Student: You said doubles CI (CID) gives two ethylenes a kilometre apart an interaction energy. It is variational, and exact for two electrons. Where can that come from?

Lecturer: From one missing determinant. Keep only the π pair of each molecule: two carbon 2p orbitals a and b, zero differential overlap, hopping −t, repulsion U for two electrons on one carbon and V for one on each. Typical π-model values are t = 2.6 eV, U = 11.1 eV, V = 7.7 eV. The orbitals are π = (a + b)/√2 and π* = (a − b)/√2. Let Φ₀ have both electrons in π and D both in π*, and count energies from Φ₀. The repulsion is (U + V)/2 in both, so D lies at 2Δ = 4t, and the coupling is K = (ππ*|ππ*) = (U − V)/2. Here Δ = 5.2 eV and K = 1.7 eV.

Student: And the singles?

Lecturer: Odd under inversion, so they mix with neither. Full CI is the matrix [[0, K], [K, 2Δ]], whose lower root is
E₁ = Δ − √(Δ² + K²) = −0.2708 eV.
For one unit CID is that same matrix.

Student: So CID is exact for each molecule, and H = H_A + H_B. It has to add.

Lecturer: The exact energy adds, because the exact state is a product. With τ = E₁/K = −0.159,
(Φ₀ + τD)_A (Φ₀ + τD)_B = Φ₀Φ₀ + τ(DΦ₀ + Φ₀D) + τ²DD.
DD has coefficient τ² = 0.0254 and is a quadruple excitation of the dimer. CID deletes it. For N units, what remains is the reference and N local doubles D_i, each at 2Δ, each coupled to the reference by K and not to one another. Doubles that promote one electron on each of two molecules decouple at infinite distance. Only the sum ΣD_i/√N meets the reference, with coupling √N·K, so
E_CID(N) = Δ − √(Δ² + NK²),
against N·E₁ from full CI.

Student: Numbers for two?

Lecturer: E_CID(2) = −0.5289 eV and 2E₁ = −0.5417 eV. The supermolecular difference E_CID(2) − 2E₁ is +12.8 meV, or 0.295 kcal/mol. It must be positive: the monomers are exact and the dimer is an upper bound. Expanding the root,
E_CID(N) = −NK²/(2Δ) + N²K⁴/(8Δ³) − N³K⁶/(16Δ⁵) + …
The first term is additive. The second leaves N(N − 1)K⁴/(8Δ³), which is +K⁴/(4Δ³) for each pair of molecules.

Student: That gives 14.85 meV, not 12.8.

Lecturer: It is only the leading term. The next is −3K⁶/(8Δ⁵) = −2.38 meV, and the series alternates. Trust the closed form.

Student: And "grows as √N"? Doubling N just kept nearly all of it.

Lecturer: That law is asymptotic: E_CID → −K√N for N ≫ Δ²/K² = 9.4. In eV:

N      CID       full CI    recovered
2      −0.5289   −0.5417    98 %
10     −2.279    −2.708     84 %
100    −12.58    −27.08     46 %
1000   −48.81    −270.8     18 %

The correlation energy per molecule falls as −K/√N, towards zero.

Student: Coupled cluster doubles also has only double amplitudes. Why should it escape?

Lecturer: Compare the projections on D_i, with the reference coefficient set to 1. CID, with coefficient c:
K + 2Δc = Ec, E = NKc.
The energy of all N molecules enters the equation of one. CCD takes exp(T)Φ₀ with T = τΣ(local double excitations), so D_iD_j is present with coefficient τ², and H couples each of the N − 1 such terms back to D_i through K:
K + 2Δτ + (N − 1)Kτ² = Eτ, E = NKτ.
The terms in N cancel and leave K + 2Δτ − Kτ² = 0, the monomer equation. So E = N·E₁, which is full CI here because each unit has two electrons and no singles.

Student: MP2 is cruder than either. Surely it fails too.

Lecturer: It is additive without being accurate. Each D_i contributes −K²/[2(ε* − ε)], with the Hartree–Fock gap ε* − ε = 2t + V = 12.9 eV in place of Δ. That is −0.1120 eV per molecule, 41 % of E₁, for every N. Its error cancels from the interaction energy at infinite distance; the error of CID does not.

Student: 0.295 kcal/mol hardly frightens me.

Lecturer: Set it beside a physical term of the same model. Stack the molecules at a distance R, with a typical bond length r = 1.34 Å. The π→π* singlet lies 2t + K = 6.9 eV above Φ₀ and has transition charges ±e/√2. With bare Coulomb repulsion and no overlap, exciting both molecules couples to the reference by W = (e²/4πε₀)[1/R − 1/√(R² + r²)]. To second order this part of the dispersion is −W²/[2(2t + K)]. At R = 4.0 Å, W = 0.186 eV and the term is −2.5 meV; at 10 Å it is −0.012 meV. The artefact does not decay with R, and an energy decomposition would book it under correlation.

Student: Is that ethylene's number?

Lecturer: It is the model's, and it is low for two reasons. These screened parameters give less π correlation than ab initio two-orbital treatments, typically about 0.8 eV, some three times |E₁|; since K⁴/(4Δ³) ≈ E₁²/Δ, the π artefact is probably several times larger. And we froze five σ pairs per molecule. As a crude gauge, count six identical independent pairs each: E_CID(12) − 2E_CID(6) = 0.27 eV, about 6.2 kcal/mol, 21 times the π-only figure.

Student: So what survives outside the model?

Lecturer: The structure. For separated closed-shell fragments and a reference that factorises, exp(T_A + T_B) = exp(T_A)exp(T_B), whereas 1 + C_A + C_B lacks C_A·C_B. Any CI truncated at a fixed excitation level loses such products once the system has more electrons than that level. Subtracting the CID energy of the far-separated dimer, instead of two monomer energies, restores zero at infinity, but nothing guarantees that the missing piece stays constant as R shrinks.